In wurtzite boron nitride every boron atom has four nitrogen neighbours, and every nitrogen atom four borons. The crystal is computed here with a hybrid functional at eleven volumes. The ratio $c/a$ stays fixed, so the cell is swollen or squeezed evenly and its shape plays no part in what follows.

Wurtzite BN (four-atom cell), computed with Ansatz 0.2.0 using HSE06, PAW potentials and a plane-wave cutoff of 420 eV on a 9×9×4 k mesh, without spin polarisation or spin–orbit coupling. The r2SCAN cell (5.896 Å³/atom) was strained evenly to the other volumes, with atomic positions relaxed in r2SCAN.

```
volume (Å³/atom)     c/a  shortest distance (Å)  band gap (eV)  least direct gap (eV)
           4.911  1.6540                  1.470          6.098                 10.870
           5.216  1.6540                  1.499          6.259                 10.579
           5.381  1.6541                  1.515          6.334                 10.425
           5.549  1.6540                  1.530          6.404                 10.269
           5.721  1.6540                  1.545          6.470                 10.114
           5.808  1.6541                  1.553          6.501                 10.035
           5.896  1.6541                  1.561          6.530                  9.956
           6.074  1.6540                  1.576          6.585                  9.798
           6.257  1.6541                  1.591          6.636                  9.635
           6.442  1.6540                  1.606          6.683                  9.469
           6.632  1.6540                  1.622          6.726                  9.296
```

*Which of the two gaps is larger, and why are there two?* The least direct gap is larger in every row, by 4.8 eV at the smallest volume and 2.6 eV at the largest. The band gap is the distance from the highest filled level to the lowest empty one, wherever the two lie. The highest filled level belongs to $\Gamma$, where the electron wave repeats identically in every cell, and the lowest empty one to K, the middle of an upright edge of the zone, where its phase changes from cell to cell. A direct gap must compare levels at the same wave vector, and no wave vector offers both extremes. Its least value lies not at $\Gamma$ itself but a short way from it toward M; the gap at $\Gamma$ is larger by 0.07 eV at 5.381 Å³ and by 0.21 eV at 6.257 Å³.

*What does stretching do to them?* They move in opposite directions. From the smallest to the largest volume the band gap widens by 0.63 eV, while the least direct gap narrows by 1.57 eV, and neither reverses at any step. "Stretching narrows the gap" is therefore true or false for the same crystal, according to which gap is meant.

*Would a simple bond-length rule have predicted this?* The couplings between neighbouring orbitals weaken roughly as $1/d^2$, where $d$ is the shortest distance. If the whole gap came from such couplings it would follow $V^{-2/3}$, with $V$ the volume per atom, because $d$ grows as $V^{1/3}$. Starting from the row at 5.896 Å³, the rule gives for the least direct gap at the largest volume

$$9.956\ \text{eV}\times\left(\frac{5.896}{6.632}\right)^{2/3}\approx 9.21\ \text{eV}.$$

The table has 9.296 eV, so the rule gets the direction right and exaggerates the fall somewhat. For the band gap it fails outright: it predicts narrowing where the calculation finds widening.

*Which level breaks the rule?* The levels themselves can answer, if each is measured from the average energy of all filled levels in the same crystal; this reference cancels from any gap. Between 5.381 and 6.257 Å³ the valence top sinks toward the average by 0.87 eV, but the conduction edge at K sinks by only 0.57 eV. The gap between them opens by the difference, 0.30 eV. The band gap grows because its floor drops faster than its ceiling.

In relative terms, which depend on the chosen reference, the odd one out here is the edge at K. The inverse-square rule asks for every height above the average to shrink by 9.6 %. The valence top obeys almost exactly, with 9.4 %, and the lowest empty pair at $\Gamma$ comes fairly close, with 7.6 %. The edge at K shrinks by a mere 3.6 %.

Theory offers at most part of a reason for this order. The empty, antibonding levels lie above the filled ones partly through coupling and partly because nitrogen attracts electrons more strongly than boron, and this second part is expected to depend less on bond length. It may slow the sinking of the pair at $\Gamma$, but it is no rule for empty levels: the two single levels just above that pair lose 9 % and 13 % of their height. The close match of the valence top, however, is partly luck. The average includes deep levels made mostly of nitrogen s orbitals, and their distance from the p levels is also set largely by the atom. The levels at $\Gamma$ show slower and faster parts side by side: the distance from the lowest level to the valence top shrinks by only 8 %, while the spread of the upper six filled levels shrinks by 12 %.

At K the bond picture itself is expected to fail. The lowest empty state there is expected to have little weight on nitrogen and to spread from the boron atoms into the open space between the atoms, so it is only weakly antibonding along the B–N bonds. What holds it so low is then the overlap across this space, between atoms that are not bonded. Stretching weakens this pull while it also lowers the antibonding levels, so two shifts of opposite sign partly cancel. The edge at K lies 4.16 eV below the lowest empty pair at $\Gamma$ at 5.381 Å³, and only 3.21 eV below it at 6.257 Å³. This distance shrinks by 23 %, more than twice what the inverse-square rule allows. Overlap between atoms that are not bonded is expected to fade faster than $1/d^2$, which fits. A model with only s and p orbitals coupled between nearest neighbours is not expected to give either the low edge at K or the widening. The character of the K state was not analysed in these runs, so this remains a reading rather than a result.

*What would change if gallium replaced boron?* Gallium nitride in the same structure has its lowest empty level at $\Gamma$, directly above the valence top. Its band gap is then of the kind that narrows on stretching, as is well known from its rise under pressure. Silicon behaves more like this wurtzite form of boron nitride: its lowest empty level lies away from $\Gamma$, and its band gap shrinks under pressure. Lying away from $\Gamma$ does not settle the sign, however: germanium has its conduction edge at L, another point on the zone boundary, and its band gap grows under pressure. For a neighbouring semiconductor the first thing to find out is thus at which wave vector the conduction edge lies and what that state is made of, before any argument from bond length.

*Is one strain coefficient enough for design work?* For small, even strains it is, provided each gap has its own. The slope of a gap against $\ln V$, called its deformation potential, is about +1.9 eV for the band gap near 5.896 Å³ and −5.3 eV for the least direct gap. One per cent more volume thus widens the band gap by roughly 0.02 eV. These values hold for even strain only; a film stretched in its plane also changes shape, which moves the upper valence levels against each other and, if the stretch differs between the two in-plane directions, splits the valence top.

Over the whole range the coefficient of the band gap is not constant. It falls from 2.7 eV between the two smallest volumes to 1.5 eV between the two largest. The band gap changes by the difference of two larger shifts, so a modest change in either shift alters the slope noticeably. A straight line drawn with the middle slope is 0.08 eV too high at the smallest volume.

Under pressure the same coefficient looks tiny, because the crystal is very stiff. Close to zero pressure the band gap shrinks by about 5 meV for each gigapascal, while the least direct gap grows by 13 meV. The stresses were converged only loosely, but a check from total energies gives 1.6 GPa near 5.808 Å³, where the stress gives 1.5 GPa.

*Which digits can be trusted?* It depends on the use. For differences between rows the second decimal carries meaning, since the steps are smooth and the smallest change of the band gap is about 0.03 eV. For the gap of the crystal at rest, that decimal already depends on the choice of cell: the unstrained one comes from another functional, and moving to the volume of zero pressure shifts the band gap by 0.02 eV. The least direct gap is the smallest value among sampled wave vectors, so the true minimum may lie slightly lower.

As a forecast for a real crystal even the first decimal is unsafe. This functional tends to underestimate wide gaps, and no test with a larger basis or a denser mesh is at hand. The motion of the atoms and the attraction between an excited electron and the hole it leaves are missing as well, and both usually lower the energy at which light is absorbed. The opposite signs of the two trends rest on much larger changes than the last digits.

Output of the analysis:

```
Change of band gap from smallest to largest volume, eV: 0.628
Change of least direct gap from smallest to largest volume, eV: -1.574
Least direct gap minus band gap at smallest volume, eV: 4.772
Least direct gap minus band gap at largest volume, eV: 2.57
Inverse-square rule, change of band gap over the series, eV: -1.339
Inverse-square rule, change of least direct gap over the series, eV: -2.041
Valence top above mean filled level at 5.381, eV: 9.309
K conduction edge above mean filled level at 5.381, eV: 15.64
Lowest Gamma conduction pair above mean filled level at 5.381, eV: 19.8
Fall of valence top toward the mean from 5.381 to 6.257, eV: 0.872
Fall of K conduction edge toward the mean from 5.381 to 6.257, eV: 0.5698
Fall of Gamma conduction pair toward the mean from 5.381 to 6.257, eV: 1.514
Fall of valence top height, percent: 9.367
Fall of K conduction edge height, percent: 3.643
Fall of Gamma conduction pair height, percent: 7.644
Fall expected from inverse-square rule, percent: 9.566
Deformation potential of band gap near 5.896, eV per unit ln V: 1.921
Deformation potential of least direct gap near 5.896, eV per unit ln V: -5.278
Straight line less computed band gap at smallest volume, eV: 0.0809
Straight line less computed band gap at largest volume, eV: 0.02994
Straight line less computed direct gap at smallest volume, eV: 0.05076
Straight line less computed direct gap at largest volume, eV: 0.03916
Band gap slope between the two smallest volumes, eV per unit ln V: 2.672
Band gap slope between the two largest volumes, eV per unit ln V: 1.479
Volume at zero HSE06 pressure, cubic angstrom per atom: 5.831
Band gap at zero HSE06 pressure, eV: 6.508
Band gap at 5.896 less that at zero pressure, eV: 0.02158
Pressure coefficient of band gap between 5.721 and 5.896, meV per GPa: -4.856
Pressure coefficient of least direct gap between 5.721 and 5.896, meV per GPa: 12.79
Bulk modulus between 5.721 and 5.896, GPa: 410.1
Pressure near 5.808 from energies of its neighbours, GPa: 1.591
```
